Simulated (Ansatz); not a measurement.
Mg: pressure as volume scale varies

All results are calculated (Ansatz 0.2.0). Periodic Kohn-Sham DFT of a crystal at fixed atoms, scaled to volume_scale times the given cell; pressure positive in compression, energy less spherical unpolarised free atoms, largest_vzz the field gradient of largest size among the nuclei.

The cell before it is scaled or strained (space group Im-3m, No. 229):
```
Mg
1.0
     -1.4765     1.4765     1.4765
      1.4765    -1.4765     1.4765
      1.4765     1.4765    -1.4765
Mg
1
Direct
  0.00000 0.00000 0.00000
```

Settings of every row: method all-electron LAPW; functional LDA; relativity scalar; k mesh 19x19x19; filling fermi-dirac; smearing width 0.03 eV; basis error target 0.5 meV/atom; nucleus gaussian.

Atom start moment: 0 on all atoms.

Limits: all rows lie far from zero pressure.

| row | volume scale | V (Å³/atom) | pressure (GPa) | energy less free atoms (eV/atom) |
| --- | --- | --- | --- | --- |
| 1 | 0.94 | 12.103 | 70.116 | -0.4468 |
| 2 | 0.96 | 12.36 | 64.874 | -0.5552 |
| 3 | 0.98 | 12.618 | 60.037 | -0.6556 |
| 4 | 0.99 | 12.747 | 57.758 | -0.7029 |
| 5 | 1 | 12.875 | ? | ? |
| 6 | 1.01 | 13.004 | 53.458 | -0.7922 |
| 7 | 1.02 | 13.133 | 51.43 | -0.8343 |
| 8 | 1.04 | 13.39 | 47.598 | -0.9139 |
| 9 | 1.06 | 13.648 | 44.045 | -0.9875 |

Question: what pressure should row 5 give?

Worked fit of pressure. Take u = (V_r/V)^(2/3) − 1 with V_r = 12.875 Å³ an atom, which is twice the finite (Eulerian) strain; such expansions in the strain, on which the Birch-Murnaghan equation of state is built, carry the rest volume and the bulk modulus. The shown rows have u = 0.04208, 0.02759, 0.01353, 0.00668, -0.00662, -0.01314, -0.02581, -0.03812. Least squares give pressure = 55.5724 + 322.814 × u + 537.47 × u² GPa; a straight line predicts inner rows, each left out in turn, worse (root mean square 0.27 against 0.009 GPa). The rows lie off it by 0.008, -0.014, -0.001, 0.005, -0.001, 0.007, -0.001, -0.003 (root mean square 0.0066 GPa). The withheld row has u = 0, so the fit gives 55.5724 + 322.814 × (0) + 537.47 × (0)² = 55.572 GPa.

The calculation gave 55.566 GPa. The fit lies 0.006 GPa (0.023 % of the column's range) above it; its largest miss of a shown row is 0.014 GPa.

The other values of row 5: energy less free atoms -0.7484 eV/atom.
